## Entropy sum rule and the critical field from calorimetry

The thermodynamic critical field $H_c(T)$ measures the free-energy difference between the normal and superconducting phases, and the heat capacity is the second temperature derivative of the free energy. Two integrations of the heat-capacity difference therefore give $H_c(T)$ without any magnetic measurement. The first integration is constrained at both ends, which yields a sum rule.

### Conventions and premises

SI units are used, with $B=\mu_0(H+M)$. The quantities $g$, $s$, $C$ and the Sommerfeld coefficient $\gamma$ refer to unit volume; molar values are divided by the molar volume $V_m$. The subscripts $s$ and $n$ label the superconducting and normal phases, $\Delta C\equiv C_s-C_n$, $t\equiv T/T_c$, $H_{c0}\equiv H_c(0)$ and $h(t)\equiv H_c(T)/H_{c0}$. Gaussian formulas follow from $\mu_0H^2\to H^2/4\pi$.

1. The sample is a bulk type-I superconductor, shaped as a long cylinder parallel to the applied field, so that the demagnetising factor vanishes. With $T$ and $H$ as variables, $dg=-s\,dT-\mu_0M\,dH$.
2. Below $H_c$ the Meissner effect is complete, $M=-H$. The normal-state susceptibility is neglected.
3. The normal phase is defined at all $T<T_c$; it is reached by applying a field above $H_{c0}$. The volumes of the two phases are taken as equal.
4. In zero field the transition at $T_c$ is continuous: $g$ and $s$ are continuous, and $C$ has a finite jump.
5. Third law: $s_s$ and $s_n$ tend to the same value as $T\to0$.
6. For the low-temperature law only: $C_n=\gamma T+o(T)$ and $C_s=o(T)$ as $T\to0$.

Premises 1 to 5 involve no model of pairing and no division of $C$ into electronic and lattice parts.

### Free energy and entropy differences

Integrating $dg=-\mu_0M\,dH$ at fixed $T$ with premise 2 gives

$$g_s(T,H)=g_s(T,0)+\tfrac12\mu_0H^2,\qquad g_n(T,H)=g_n(T,0).$$

The field term does not depend on $T$, so the entropy and the heat capacity of each phase are independent of $H$. This is what allows $C_s$ taken in zero field to be combined with $C_n$ taken in a quenching field. The phases coexist where $g_s=g_n$, which defines $H_c$:

$$u(T)\equiv g_n(T,0)-g_s(T,0)=\tfrac12\mu_0H_c^2(T).\tag{1}$$

Since $s=-\partial g/\partial T$,

$$s_n-s_s=-\frac{du}{dT}=-\mu_0H_c\frac{dH_c}{dT}.\tag{2}$$

Multiplied by $T$, this is the latent heat of the transition in a field. With $C=T\,\partial s/\partial T$,

$$\frac{d}{dT}(s_s-s_n)=\frac{\Delta C}{T},\qquad \Delta C=T\,\frac{d^2u}{dT^2}.\tag{3}$$

### The entropy sum rule

Integrate the first form of (3) from $0$ to $T_c$. The left side is $[s_s-s_n]_{T_c}-[s_s-s_n]_0$. The first bracket vanishes by premise 4 and the second by premise 5, so

$$\int_0^{T_c}\frac{C_s-C_n}{T}\,dT=0.\tag{4}$$

Because $1/T>0$, $\Delta C$ must change sign: the deficit at low temperature is repaid by an excess below $T_c$. By (3) the entropy difference $s_n-s_s$ is extremal where $\Delta C=0$. By (2) and premise 5, $dH_c/dT\to0$ as $T\to0$, because $H_{c0}\neq0$.

### The critical field as a single integral

Integrate (3) downward from $T_c$, where the entropy difference vanishes:

$$s_n(T'')-s_s(T'')=\int_{T''}^{T_c}\frac{\Delta C(T')}{T'}\,dT'.$$

Integrate (2) downward from $T_c$, where $u=0$ by premise 4:

$$u(T)=\int_T^{T_c}dT''\int_{T''}^{T_c}dT'\,\frac{\Delta C(T')}{T'}.$$

The domain is the triangle $T\le T''\le T'\le T_c$. The integrand does not depend on $T''$, so doing that integral first, from $T$ to $T'$, gives the factor $T'-T$:

$$\tfrac12\mu_0H_c^2(T)=\int_T^{T_c}\Delta C(T')\left(1-\frac{T}{T'}\right)dT'.\tag{5}$$

Equation (5) needs data only between $T$ and $T_c$ and does not use the third law. At $T=0$ it gives

$$\tfrac12\mu_0H_{c0}^2=\int_0^{T_c}\Delta C\,dT.\tag{6}$$

A second form is anchored at $T=0$. Write $\int_T^{T_c}=\int_0^{T_c}-\int_0^T$ in (5). Over the full range the first term of the kernel gives (6), and the second gives $-T$ times the integral (4), which is zero. Hence

$$\tfrac12\mu_0H_c^2(T)=\tfrac12\mu_0H_{c0}^2+\int_0^T\Delta C(T')\left(\frac{T}{T'}-1\right)dT'.\tag{7}$$

Forms (5) and (7) agree only if the data obey (4). A residual $\sigma$ on the right of (4) makes (7) exceed (5) by $\sigma T$.

### Behaviour near $T_c$

For $T\to T_c$, replace $\Delta C(T')$ in (5) by the jump $\Delta C(T_c)$ and $1-T/T'$ by $(T'-T)/T_c$. The integral is $\Delta C(T_c)(T_c-T)^2/2T_c$, so $H_c$ vanishes linearly, with the Rutgers relation

$$\Delta C(T_c)=\mu_0T_c\left(\frac{dH_c}{dT}\right)^2_{T_c}.\tag{8}$$

### Low-temperature law and the deviation function

By premise 6, $\Delta C\to-\gamma T'$ in (7). The integral is $-\gamma\int_0^T(T-T')\,dT'=-\gamma T^2/2$, and

$$H_c^2(T)=H_{c0}^2-\frac{\gamma T^2}{\mu_0}.\tag{9}$$

A plot of $H_c^2$ against $T^2$ is straight at low temperature, with slope $-\gamma/\mu_0$. Define

$$a\equiv\frac{\gamma T_c^2}{2\mu_0H_{c0}^2},\qquad r\equiv\frac{\Delta C(T_c)}{\gamma T_c},\qquad D(t)\equiv h(t)-(1-t^2).$$

The deviation function $D$ vanishes at $t=0$ and $t=1$ by construction. Equation (9) reads $h^2=1-2at^2$, and expanding the square root gives

$$D(t)=(1-a)\,t^2-\tfrac12a^2t^4+\dots,\qquad 1-a=1-\frac{\gamma T_c^2}{2\mu_0H_{c0}^2}.\tag{10}$$

The $t^2$ term is the limiting law for $t\to0$, and $D$ starts positive if and only if $a<1$. In Gaussian units $a=2\pi\gamma T_c^2/H_{c0}^2$, so the condition is $\gamma T_c^2/H_{c0}^2<1/2\pi=0.159$. The coefficient $1-a$ is a small difference, and the $t^4$ term soon competes with it: it reaches one tenth of the leading term at $t^2=0.2\,|1-a|/a^2$. Equation (9) holds over a wider range than the one-term form of (10), because it does not expand the root. Further terms of order $t^4$ arise from any $T^3$ contribution to $\Delta C$, but none of them alters the $t^2$ coefficient.

At the other end, (8) in reduced form is $h'(1)^2=\Delta C(T_c)T_c/\mu_0H_{c0}^2=2ar$. With $1-t^2\simeq2(1-t)$,

$$D(t)\simeq\left(\sqrt{2ar}-2\right)(1-t),\qquad t\to1.\tag{11}$$

### What fixes the sign

Suppose that the lattice contributions cancel in $\Delta C$ and that the normal electronic term is $\gamma T$ up to $T_c$. Let $C_{es}$ be the electronic heat capacity of the superconductor and $w(t)\equiv C_{es}/(\gamma T_c\,t)$. The sum rule (4) becomes $\int_0^1w\,dt=1$: $w$ is the normalised distribution of the temperatures at which the superconductor acquires its entropy. Equation (6) becomes $\tfrac12\mu_0H_{c0}^2=\gamma T_c^2\left[\int_0^1tw\,dt-\tfrac12\right]$, that is

$$\frac1{4a}=\langle t\rangle-\frac12,\qquad\langle t\rangle\equiv\int_0^1t\,w\,dt.\tag{12}$$

Thus $a<1$ is equivalent to $\langle t\rangle>3/4$. A positive initial deviation means that the entropy is gained late, close to $T_c$, as happens when the gap is large compared with $k_BT_c$ and closes steeply. The total entropy is fixed, so a small $C_{es}$ at low $t$ has to be compensated by a large one at higher $t$.

Weak-coupling BCS theory lies on the other side. Its standard results, with $N(0)$ the density of states per spin and $\gamma_E$ Euler's constant, are $u(0)=\tfrac12N(0)\Delta_0^2$, $\gamma=\tfrac23\pi^2N(0)k_B^2$, $\Delta_0/k_BT_c=\pi e^{-\gamma_E}=1.764$ and $r=12/7\zeta(3)=1.426$. Then $a=(\pi^2/3)(k_BT_c/\Delta_0)^2=e^{2\gamma_E}/3=1.057$, or $\gamma T_c^2/H_{c0}^2=0.168$ in Gaussian units, and $\langle t\rangle=0.736$. The limits are $D\simeq-0.057\,t^2$, good to one tenth only below $t=0.10$, and, with $\sqrt{2ar}=1.737$, $D\simeq-0.263\,(1-t)$. Both are negative.

### A one-parameter model of $\Delta C$

The curve of $D$ between its two limits needs the whole function $\Delta C(T)$. A simple form that has the limit $-\gamma T$, obeys (4) and has an adjustable jump is

$$\Delta C=\gamma T_c\,(n\,t^{\,n}-t),\qquad n>1.\tag{13}$$

The sum rule holds for every $n$, since $\int_0^1(nt^{n-1}-1)\,dt=0$, and the jump is $r=n-1$. In (5), with $x=T'/T_c$,

$$\frac{u}{\gamma T_c^2}=\int_t^1(nx^{n-1}-1)(x-t)\,dx=\frac{1-t^2}{2}-\frac{1-t^{n+1}}{n+1}.$$

At $t=0$ this is $(n-1)/[2(n+1)]$. Dividing by it,

$$h^2=1-\frac{n+1}{n-1}\,t^2+\frac{2}{n-1}\,t^{n+1},\qquad a=\frac{n+1}{2(n-1)},\qquad2ar=n+1.\tag{14}$$

For $n=3$, the two-fluid form of Gorter and Casimir, $h^2=(1-t^2)^2$ and $D\equiv0$. The parabola is thus the case $r=2$, $a=1$, $\langle t\rangle=3/4$. For $n>3$ both limits (10) and (11) are positive.

### Range of validity

**Exact part.** Equations (4) to (8) rest on premises 1 to 5 and hold for the total heat capacities. They remain true if the lattice terms of the two phases differ. For a type-II material, or a shape with an intermediate state, (1) is kept as the definition of the thermodynamic field, and (4) to (8) then hold for that field, which is no longer the field of first flux entry. They fail for films or particles whose size is comparable with the penetration depth, if $H_c$ is read as the transition field, and for metals in which the quenching field changes the entropy of localised moments.

**Normal susceptibility.** A volume susceptibility $\chi$ adds $-\tfrac12\mu_0\chi H^2$ to $g_n$ and multiplies the right side of (1) by $1+\chi$. For a non-magnetic metal $|\chi|$ is typically of order $10^{-5}$.

**Volume difference.** At $T=0$, differentiating $G_n-G_s=Vu$ with respect to pressure gives $(V_n-V_s)/V=-(u/K)\,\partial\ln(Vu)/\partial\ln V$, with $K$ the bulk modulus. The scale $u/K$ is evaluated below.

**Low-temperature law.** Equation (9) needs $C_s\ll\gamma T$. A residual term $\gamma_sT$ in $C_s$ replaces $\gamma$ by $\gamma-\gamma_s$. A term in $T^2$, as from line nodes of the gap, adds a $T^3$ term to $H_c^2$. In a strong-coupling metal the normal electronic heat capacity departs from linearity as phonons are excited. If $C_n=\gamma T(1+\kappa t^2)$, then (7) gives $h^2=1-2at^2(1+\kappa t^2/6)$, and $D$ gains $-a\kappa t^4/6$, which is $\kappa/3a$ times the $t^4$ term of (10). Equation (12) assumes $\kappa=0$.

**Near $T_c$.** Equations (8) and (11) need a sharp mean-field jump, without broadening by inhomogeneity or fluctuations.

### Numerical illustration: a model of lead

Take approximate inputs, chosen to represent the typical calorimetric behaviour of lead: $T_c=7.2$ K, $\gamma V_m=3.0$ mJ mol$^{-1}$ K$^{-2}$ and $r=2.7$, so that $n=3.7$ in (13). The molar volume at room temperature is about $18.3$ cm$^3$ mol$^{-1}$. The compiled linear expansion coefficient, $28.9\times10^{-6}$ K$^{-1}$ at 293 K (Kaye and Laby), falls on cooling, so the volume contracts by less than $3\times28.9\times10^{-6}\times293=2.5$ per cent, to no less than $17.8$ cm$^3$ mol$^{-1}$. We take $V_m=17.9$ cm$^3$ mol$^{-1}$. This choice affects $H_{c0}$ but not $h$ or $D$.

The molar scales are $\gamma T_c=21.6$ and $\Delta C(T_c)=58.3$ mJ mol$^{-1}$ K$^{-1}$, and $\gamma T_c^2=155.5$ mJ mol$^{-1}$. The condensation energy is $155.5\times2.7/9.4=44.7$ mJ mol$^{-1}$, or $u(0)=2.50$ kJ m$^{-3}$. Then $\mu_0H_{c0}=\sqrt{2\mu_0u(0)}=79$ mT, which is $0.79$ kOe. From (14), $a=0.870$, the Gaussian ratio $\gamma T_c^2/H_{c0}^2$ is $0.139$, $\langle t\rangle=n/(n+1)=0.787$ and $\sqrt{2ar}=2.168$. The model's limits are $D\simeq+0.130\,t^2$ and $D\simeq+0.168\,(1-t)$. The slope at $T_c$ from (8) is $\mu_0\,dH_c/dT=-24$ mT K$^{-1}$, and $\Delta C$ changes sign at $t=n^{-1/(n-1)}=0.62$.

| $t$ | $h$, Eq. (14) | $D$, Eq. (14) | $D$ from Eq. (9) | $(1-a)t^2$ |
|---|---|---|---|---|
| 0.2 | 0.9648 | 0.0048 | 0.0046 | 0.0052 |
| 0.3 | 0.9197 | 0.0097 | 0.0083 | 0.0117 |
| 0.5 | 0.7703 | 0.0203 | 0.0015 | 0.0324 |
| 0.7 | 0.5344 | 0.0244 | −0.1265 | 0.0635 |
| 0.9 | 0.2036 | 0.0136 | not real | 0.1050 |

The digits characterise the model at $n=3.7$. The input $r$ matters strongly: $D(0.7)$ runs from $0.018$ to $0.031$ as $r$ goes from $2.5$ to $2.9$. The $t^4$ term of (10) reaches one tenth of the leading term at $t=0.185$, or $1.3$ K. The $T^2$ law for $H_c^2$ lasts longer: at $t=0.3$ the last term of $h^2$ in (14) is $2t^{n-1}/(n+1)=1.6$ per cent of the $t^2$ term. A nonlinear normal term with $\kappa=1$ would amount to $0.38$ of the $t^4$ term. The compiled room-temperature elastic constants (Blaschke) give $K=(C_{11}+2C_{12})/3=(49.66+2\times42.31)/3=44.76$ GPa and $u(0)/K=5.6\times10^{-8}$, so the volume difference stays below $10^{-6}$ even for a logarithmic derivative of ten.

The practical limit is the lattice background. With the compiled Debye temperature of 105 K (Wikipedia), the law $C_L=(12\pi^4/5)R\,(T/\Theta)^3$ gives $627$ mJ mol$^{-1}$ K$^{-1}$ at $T_c$, which is $11$ times the jump. Suppose a calibration mismatch between the two runs leaves a spurious term $\epsilon C_L(T_c)\,t^3$ in $\Delta C$. It leaves the residual $\epsilon C_L(T_c)/3$ in (4), and it adds to (5)

$$\delta u=\epsilon\,C_L(T_c)\,T_c\left[\frac{1-t^4}{4}-\frac{t(1-t^3)}{3}\right].$$

For $\epsilon=10^{-3}$, $u(0)$ rises by $2.5$ per cent and $D(0.7)$ falls to $0.021$. For $\epsilon=10^{-2}$, $D(0.7)=-0.002$ and the sign is lost. In the second case the residual of the sum rule is $9.7$ per cent of $\gamma T_c$, so (4) is the test that exposes the mismatch.

Two ingredients of the model miss the typical behaviour of lead. The Debye $T^3$ law typically falls short of the lattice heat capacity near $T_c$ by several tens of per cent, because of soft transverse phonons, so the tolerance on $\epsilon$ is tighter than computed. The power law also overstates $C_{es}$ at low temperature. It gives $C_{es}/\gamma T_c=nt^n=0.0096$ at $t=0.2$. The activated form for an isotropic gap, $(3\sqrt{2\pi}/\pi^2)\,\alpha^{5/2}t^{-3/2}e^{-\alpha/t}$ with $\alpha=\Delta_0/k_BT_c$, gives about $0.001$ for a typical $\alpha$ of $2.2$. The direct effect on $D(0.2)$ is the difference of $0.0002$ between the third and fourth columns. The indirect effect follows from (12). The weight of $w$ below $t=0.3$ is $0.3^{3.7}=0.012$; moving it to higher temperature raises $\langle t\rangle$ by less than that amount and $1-a$ from $0.130$ to at most $0.16$, which strengthens the deviation at small $t$. Near the peak and near $T_c$ the shift generally weakens it. This weight $W$ has its mean position at $x_0=0.3\,n/(n+1)=0.236$. By (5), placing it at $x_1$ raises $u(0)/\gamma T_c^2$ by $W(x_1-x_0)$, but for $t>0.3$ it raises $u(t)/\gamma T_c^2$ only by $W\max(x_1-t,0)$, so $h^2=u(t)/u(0)$ grows only if $x_1-t>h^2(x_1-x_0)$. At $t=0.67$, where $h^2=0.331$, this requires $x_1>0.885$; for $x_1=0.5$, $D(0.67)$ falls to $0.0215$. With $r$ held fixed, the smaller $a$ lowers the slope in (11) from $0.168$ to no less than $0.125$. With the stated inputs and the unmodified form (13), the model's deviation function peaks at $t=0.67$ with $D=0.0245$, which is $1.9$ mT above the parabola.